Four point charges of $-2e$ sit at the corners of a regular tetrahedron around Ru$^{5+}$ ($4d^3$), and only their distance $R$ changes. The first excitation is the energy from the ground level to the next spin-orbit level, and $\chi T$ is the powder susceptibility times temperature, in cm$^3$ K/mol throughout. In every row the ground level is a fourfold $\Gamma_8$ level (G8) of mainly quartet spin.

Ru5+ in a regular tetrahedron of four point charges of −2 e at varied distance, from OpenMolcas 26.06: state-averaged CASSCF with the 4d shell active, ANO-RCC-VDZP basis, DKH2 Hamiltonian and point nucleus. Spin-orbit coupling enters by state interaction with atomic mean-field integrals. χT is the powder susceptibility times temperature by Van Vleck's formula.

| distance of the charges (Å) | first excitation (cm⁻¹) | χT at 2 K (cm3 K/mol) | χT at 50 K (cm3 K/mol) | χT at 300 K (cm3 K/mol) |
| --- | --- | --- | --- | --- |
| 1.830 | 823 | 0.120 | 0.141 | 0.256 |
| 1.970 | 932 | 0.103 | 0.121 | 0.223 |
| 2.050 | 988 | 0.096 | 0.114 | 0.210 |
| 2.090 | 1010 | 0.093 | 0.110 | 0.205 |
| 2.260 | 1110 | 0.084 | 0.101 | 0.188 |

### The top row: why is $\chi T$ only 0.120 for three unpaired electrons?

Spin alone, $S=3/2$, would give 1.88. The orbital moment opposes the spin moment, and little is left of either. In a less than half-filled shell the coupling $\lambda\,\mathbf L\cdot\mathbf S$ has $\lambda=\zeta/3>0$, with $\zeta$ the one-electron $4d$ constant, so $\mathbf L$ opposes $\mathbf S$. The free ion has $^4F_{3/2}$ lowest, with $g=1+(3.75+3.75-12)/7.5=2/5$ and $\chi T=\tfrac18 g^2J(J+1)=0.075$. A tetrahedral field leaves the orbital triplet $^4T_1$ lowest, and a triplet keeps an orbital moment. The calculations at 1.970 and 2.090 Å give $^4T_1$ as parent term and a ground level that is 98.6 % quartet.

### From 1.830 to 1.970 Å: the field weakens, so why does the first excitation grow?

It is not the ligand-field splitting. At 1.970 Å the excited level is a $\Gamma_7$ doublet that comes 92 % from the same $^4T_1$ term as the ground level. Theory supplies two limits. Within an isolated $^4T_1$, $\mathbf L$ acts as $-\tfrac32\mathbf l$ with $l=1$, and the lowest level is $J'=5/2$, lowered by $\tfrac32\lambda\cdot 1\cdot\tfrac32=3\zeta/4$. It holds $\Gamma_8$ and $\Gamma_7$ together, so the first-order gap is zero. In the free ion $\Gamma_8$ becomes $^4F_{3/2}$, lowered by $6\lambda=2\zeta$, and $\Gamma_7$ joins $^4F_{5/2}$, which lies $5\lambda/2=5\zeta/6$ higher. The gap is opened by spin-orbit mixing with other terms, chiefly $^4T_2$, which comes nearer as the field falls. The ground level mixes more than $\Gamma_7$ does, with 78 % of $^4T_1$ against 92 % at 1.970 Å, so it is pushed down further. The $^4A_2$ term has no direct spin-orbit coupling to $^4T_1$; among the quartets it enters only through $^4T_2$.

The moment follows the same path. For $J'=5/2$, $g=2\cdot\tfrac35-\tfrac32\cdot\tfrac25=3/5$, and the $\Gamma_8$ part alone gives $\chi T=0.244$, against 0.075 in the free ion. Spin and orbital parts oppose each other in both limits, but in different proportion. In $J'=5/2$ they are $\tfrac65$ and $-\tfrac35$, so spin wins clearly; in the free ion they are $-\tfrac65$ and $\tfrac85$, so the orbital part wins narrowly. Since the balance tips on the way, the limits alone do not prove a steady fall, but the 2 K column falls in every step down the table, and so does the model of the next section. The columns at 50 and 300 K fall too, there also because the temperature-dependent part of $\chi T$ shrinks. The retreat of $\Gamma_7$ works in that direction but is not the whole account: from 1.970 to 2.090 Å the next $\Gamma_8$ level comes slightly nearer, from 2051 to 1962 cm$^{-1}$, and the strength of the magnetic mixing changes too.

One $d$ electron in an octahedron is the simpler case. Its $^2T_2$ term also gives $\Gamma_8$ below $\Gamma_7$, and the gap widens from $3\zeta/2$ to $5\zeta/2$ as the field vanishes. The likeness covers the direction of the gap only: there it exists in first order, and the moment grows, from $g=0$ to $4/5$.

### From 1.970 to 2.090 Å: is it the field alone, or does $\zeta$ change?

At both ends of this stretch the spin-free terms of the same calculations fix the field, since $10Dq=E(^4A_2)-E(^4T_2)$. It drops from 2731 to 2079 cm$^{-1}$, by 24 %, while the gap rises by 9 % and the $^4T_1$ share of the ground level falls from 78 to 73 %.

A ligand-field model on all 120 determinants of $d^3$ puts this together. The Racah parameters come from $20B=E(^2A_2)-E(^2A_1)$ and $4B+3C=E(^2A_1)-E(^4T_2)$, averaged over the two rows: $B\approx990$, $C\approx4100$ cm$^{-1}$. The field follows a power law through the two rows, $R^{-n}$ with $n=\ln(2731/2079)/\ln(2.09/1.97)=4.6$. Point-charge theory gives 5 for density wholly inside the charges; that the $4d$ tail or the small basis lowers the exponent is a guess. One constant $\zeta\approx1460$ cm$^{-1}$ is fitted by least squares to the relative deviations of all five gaps.

The fitted gaps agree within 6 cm$^{-1}$. Unfitted, $\chi T$ agrees within 0.002 everywhere and the two $^4T_1$ shares within 0.001. The largest misses sit at 1.830 and 2.260 Å, where $10Dq$ is extrapolated. Solving for $\zeta$ separately at the two rows gives 1458 and 1461 cm$^{-1}$, and the mean square radius of the $4d$ shell hardly moves (2.008 and 2.003 bohr$^2$). A constant $\zeta$ therefore suffices. Model and CASSCF share the same $d$-shell structure, so the agreement identifies $10Dq/\zeta$, which runs from about 2.6 to 1.0 down the table, as the controlling ratio and says nothing about nature.

### Along a row: is the rise with temperature a population of $\Gamma_7$?

Almost none of it. At 50 K, $kT$ is 35 cm$^{-1}$, yet at 1.830 Å $\chi T$ has risen from 0.120 to 0.141. Even at 300 K the doublet holds only $\tfrac24\exp(-823/209)\approx1$ % there, and less in the other rows. The cause is Van Vleck paramagnetism: the magnetic field mixes excited levels into the ground level and adds a constant $\alpha$ to $\chi$, so that $\chi T=c+\alpha T$. The line through the five-figure values at 2 and 50 K reaches 0.252 at 300 K in the top row, 0.004 short of the calculation. The shortfall is smaller in each later row, as thermal population would have it. The term $\alpha T$ makes up 52 to 54 % of $\chi T$ at 300 K in all rows.

### The bottom row: how close is 2.260 Å to the free ion?

An estimate without any fitted number tests this. For $^4F_{3/2}$ mixing with $J'=5/2$ at energy $\Delta$,
$$\alpha=\frac{N\mu_B^2}{\Delta}\,\frac{[(L+S+1)^2-J'^2][J'^2-(L-S)^2]}{6J'(2J+1)}=\frac{N\mu_B^2}{\Delta}\,\frac{24\cdot4}{60},$$
and $1.6\,N\mu_B^2=0.417$ cm$^3$ mol$^{-1}$ cm$^{-1}$. With the tabulated 1110 cm$^{-1}$, $\alpha=3.76\times10^{-4}$ cm$^3$/mol, and $\chi T(300\ \mathrm K)=0.0745+0.1127=0.187$, where 0.0745 is the free-ion value with the exact electron $g$. The table has 0.188. The match is partly luck. The calculated slope is $3.41\times10^{-4}$, so the estimate is 10 % above it, while the calculated intercept, 0.0837, is 12 % above the free-ion value. The field still splits $^4F_{5/2}$ and puts part of it well above $\Gamma_7$, which argues for the smaller slope.

### A ground level of 98.6 % quartet: can the doublets be dropped?

No. With quartets only, the same fit forces $\zeta$ up to about 1740 cm$^{-1}$, misses the top gap by 20 cm$^{-1}$ and gives $\chi T$ at 300 K there 0.020 too low, 8 % of the tabulated value. The lowering of the ground level by spin-orbit coupling, which rises from 2194 to 2700 cm$^{-1}$ down the series, comes out 135 to 157 cm$^{-1}$ too large, whereas the full model stays within 17. A small weight times a large term distance is a sizeable energy. At zero field the full model gives a gap near 1420 cm$^{-1}$, where $5\zeta/6$ is 1215, so the bottom row is farther from the free ion than the first-order limit suggests.

### Above the top row, or next door: what would change?

Point charges have no covalency and give too small a field, so these magnitudes, and perhaps the high spin, need not carry over to compounds. Raising $10Dq$ to 10000 cm$^{-1}$ in the model lowers the gap to about 620 cm$^{-1}$ and lifts $\chi T$ at 2 K to 0.21; the zero-gap limit is still far off, and the low-spin $^2E$ term stands in its way, since it comes nearer as the field rises and can push down $\Gamma_8$ but not $\Gamma_7$. The low-spin $^2E$ term ($e^3$), about 16000 cm$^{-1}$ up at 1.970 and 2.090 Å, crosses below $^4T_1$ near $20B$, some five times the field at 1.830 Å. That is an extrapolation, and $B$ and $C$ without dynamic correlation or covalency are usually too large, which would bring the crossing earlier. The regular tetrahedron is also imposed, although $^4T_1$ is open to Jahn-Teller distortion.

The neighbours follow from theory. A $3d^3$ ion has a much smaller $\zeta$, lies nearer the $^4T_1$ limit and should show a small gap with $\Gamma_7$ populated below room temperature. A $5d^3$ ion in a like field moves towards the free ion, with more doublet mixing. An octahedron inverts the terms and puts the orbital singlet $^4A_2$ lowest, so once the field is well above $\zeta$, $\chi T$ returns towards the spin-only value and the first excitations are set by the field and by electron repulsion.

### Which digits can be trusted?

The gaps carry three figures: 1010 stands for 1014, and 1110 is good to 5 cm$^{-1}$, so the model's miss of 6 there is marginal, while its miss of 4 at 823 is real. Three decimals in $\chi T$ fix the slope from 2 to 50 K only to $2\times10^{-5}$ cm$^3$/mol. The equal slopes at 1.970 and 2.050 Å, and again at 2.090 and 2.260 Å, are rounding, since the five-figure values fall at every step from $4.41$ to $3.41\times10^{-4}$. These digits describe the calculation; against a real Ru$^{5+}$ site the weak field puts even the first figure in doubt.
